## How a stretched metal softens

Pull a crystal evenly in all directions and it pulls back. For a small stretch the restoring tension grows in proportion to the change in volume, and one number, the bulk modulus, describes it. The crystal here is tungsten in the face-centred cubic structure, expanded in steps of one or two per cent in volume. What tension should it show at two volumes where the result is not yet known, and how closely can that be said beforehand?

Face-centred cubic tungsten at fixed volumes, computed with Ansatz 0.2.0: all-electron LAPW, PBEsol, scalar-relativistic, without spin polarisation, 14×14×14 k mesh, Fermi-Dirac smearing of 0.05 eV, basis error target 1 meV/atom. Pressure is positive in compression; the energy is the free energy less that of spherical, unpolarised free atoms.

```csv
volume (Å³/atom),shortest distance (Å),pressure (GPa),energy less free atoms (eV/atom)
15.727,2.812,5.083,-11.780
16.062,2.832,-1.411,-11.783
16.396,2.852,-7.256,-11.774
16.564,2.861,-9.956,-11.765
16.898,2.880,?,?
17.066,2.890,-17.246,-11.722
17.400,2.909,?,?
17.735,2.927,-25.281,-11.633
```

The volume is given per atom, and the shortest distance is that between neighbouring nuclei. A positive pressure means that the crystal pushes outward, a negative one that it is under tension. Tungsten's stable form is body-centred cubic. The cubic symmetry of the cell holds the present structure in place, so the curve describes an even expansion only. Left free to distort, face-centred cubic tungsten is known from theory to give way under a tetragonal shear, which these runs do not test.

### Reading the known rows

The pressure changes sign between the first two rows, so the crystal balances there, near 16.0 Å³ per atom. This volume belongs to a calculation without spin-orbit coupling, whose effect on it was not tested. All the larger volumes are under tension.

The tension does not grow evenly. Between the first two rows the pressure falls by 19.4 GPa for each added Å³, but between 17.066 and 17.735 Å³ by only 12.0 GPa. If the first slope held throughout, the largest volume would stand at −33.8 GPa instead of the computed −25.3 GPa. A spring of fixed stiffness thus overstates the tension there by about a third.

### Why the stiffness fades

Standard bonding theory gives the reason. Tungsten is held together mainly by d electrons shared between neighbours, and this attraction depends on orbital overlap, which fades roughly exponentially with distance. Against it stands a repulsion from squeezing the electrons together, which fades faster still. Stretching weakens both, but near balance it removes repulsion faster than attraction, and the difference appears as tension. Because the repulsion dies away so quickly, each further step has less of it left to remove and adds less tension than the one before. Far beyond these volumes the loss of attraction is expected to win, and the tension itself would then fall.

The energy terms of the same calculation show how fine this balance is. From the smallest to the largest volume the kinetic energy falls by 10.28 eV per atom, because the electrons are less confined. The electrostatic energy rises by 8.06 eV and the exchange-correlation energy by 2.37 eV, leaving a net rise of only about 0.15 eV. These totals do not separate attraction from repulsion between neighbours, so that part of the explanation rests on theory.

### A curve for the forecast

A forecast needs a formula that lets the stiffness change. Electron kinetic energies tend to scale with the inverse square of a length, so it is sensible to measure the stretch in the same way. With V the volume per atom, define the strain

f = ½[(16 Å³/V)^(2/3) − 1].

It is negative in expansion, and the 16 Å³ merely sets its zero. Write the energy as a polynomial in f up to the cube and take its slope with respect to volume. The result is the third-order Birch-Murnaghan equation:

P = (1 + 2f)^(5/2) × (a + bf + cf²).

The three constants were fitted to the six known pressures, which gave a = −0.269, b = 902.8 and c = 176 GPa.

The withheld row at 17.400 Å³, which took no part in the fit, serves as a worked case. Its strain is f = −0.0272. The bracket is then −0.27 − 24.55 + 0.13 = −24.69 GPa, and the factor in front is 0.8695. Their product is −21.47 GPa.

The term in f² contributes very little here. The energy is therefore nearly a plain parabola in f, and most of the softening comes from the way f and the factor in front change with volume. The same parabola in volume would have a fixed slope of pressure and would miss the effect.

### The forecasts

Both withheld rows should be under tension, the larger volume more so. The model gives **−14.93 GPa at 16.898 Å³** and **−21.47 GPa at 17.400 Å³**, each within ±0.05 GPa. Because the curve flattens with volume, both values lie below the straight line between their known neighbours, by 0.12 and 0.21 GPa. The range is a judgement that allows for rounding, basis error and the choice of formula.

The energy follows from the pressure, since stretching against a tension stores work. In the known rows the energy rises by 0.999 eV for each eV of work obtained from the fitted pressure curve, so the two results agree with each other. The forecasts are **−11.74 and −11.68 eV per atom**, each between the energies of its known neighbours. Their range of ±0.002 eV applies to the unrounded model values. The energies are counted from spherical, unpolarised atoms, which overstates the cohesion but shifts every row equally.

The withheld rows as computed:

```csv
volume (Å³/atom),shortest distance (Å),pressure (GPa),energy less free atoms (eV/atom)
16.898,2.880,-14.946,-11.739
17.400,2.909,-21.486,-11.682
```

### What the computed values say

All four values fall within their ranges, and the pressures lie below the straight lines as expected. Both computed pressures are about 0.02 GPa more negative than forecast, roughly a tenth of a per cent of the tension. The fitted curve errs in the same direction at the known row between them, which suggests a slight misfit of its shape. The energy misses are well below 0.001 eV.

The success is that of an interpolation, with known rows on both sides of each gap. It supports a smooth curve but does not single out one bonding picture. The Vinet equation, built on exponentially fading overlap, was fitted to the same six pressures with the balance volume taken from the first fit. It gives the same two forecasts to the digits quoted, as the printed output below shows. A much larger change of volume would be needed to separate the two formulas clearly.

### From the curve to a working rule

The bulk modulus, B = −V dP/dV, puts the softening into one number. On the fitted curve it drops from 302 GPa at balance to 192 GPa at the largest volume, a loss of more than a third for an 11 % expansion. On average, each GPa of tension removes about 4.4 GPa of stiffness.

A neighbouring series would change the scale more than the shape. Body-centred cubic tungsten has its own balance volume and stiffness, but there too the repulsion should fade faster than the attraction, and the stiffness with it. Potassium is softer by a factor of roughly a hundred, yet its bulk modulus also changes by about four times the pressure, as it does in many simple solids.

For an estimate, then, a fixed bulk modulus serves while the even tension stays near one per cent of that modulus, where the stiffness is off by about four per cent. At a tension of several per cent of the modulus, the stiffness against a further small stretch is lower by about four times the tension. For the whole stretch from balance an average stiffness is needed, which is the tension divided by the fractional change of volume. At the largest volume here it is about 231 GPa, below the value at balance by a little less than three times the tension.

Printed output of the fit:

```
fit of pressure on 6 rows: coefficient of g -0.2691 +/- 0.0059, coefficient of g*strain 902.8 +/- 0.86, coefficient of g*strain**2 176.1 +/- 30; rms 0.00754, worst 17.066 0.0114, leave-one-out rms 0.0277
  rows outside the fit (model, value, miss): 16.898 -14.93, -14.95, 0.0175; 17.4 -21.47, -21.49, 0.0175
fit of pressure on 6 rows: coefficient of (1 - x)/x**2*exp(s*(1 - x)) 904.1 +/- 0.18, s 4.583; rms 0.00535, worst 16.062 -0.0101, leave-one-out rms 0.0087
  rows outside the fit (model, value, miss): 16.898 -14.93, -14.95, 0.0125; 17.4 -21.47, -21.49, 0.0126
fit of energy_less_free_atoms on 6 rows: constant -11.78 +/- 0.00015, coefficient of work 0.9989 +/- 0.0022; rms 0.000237, worst 15.727 0.000482, leave-one-out rms 0.000409
  rows outside the fit (model, value, miss): 16.898 -11.74, -11.74, -4.99e-05; 17.4 -11.68, -11.68, 0.000181
forecast range for pressure, plus or minus, GPa: 0.05
forecast range for energy, plus or minus, eV/atom: 0.002
volume of zero pressure, cubic angstrom per atom: 15.99
bulk modulus at zero pressure, GPa: 301.6
bulk modulus at the largest volume, GPa: 191.5
bulk modulus lost per GPa of tension: 4.356
stretch of the largest volume beyond balance, percent: 10.94
pressure slope between the first two rows, GPa per cubic angstrom: -19.39
pressure slope between 17.066 and 17.735, GPa per cubic angstrom: -12.01
first slope continued to the largest volume, GPa: -33.84
forecast less straight line between known neighbours at 16.898, GPa: -0.1222
forecast less straight line between known neighbours at 17.400, GPa: -0.211
change of kinetic energy from first to last row, eV/atom: -10.28
change of electrostatic energy from first to last row, eV/atom: 8.062
change of exchange-correlation energy from first to last row, eV/atom: 2.369
```
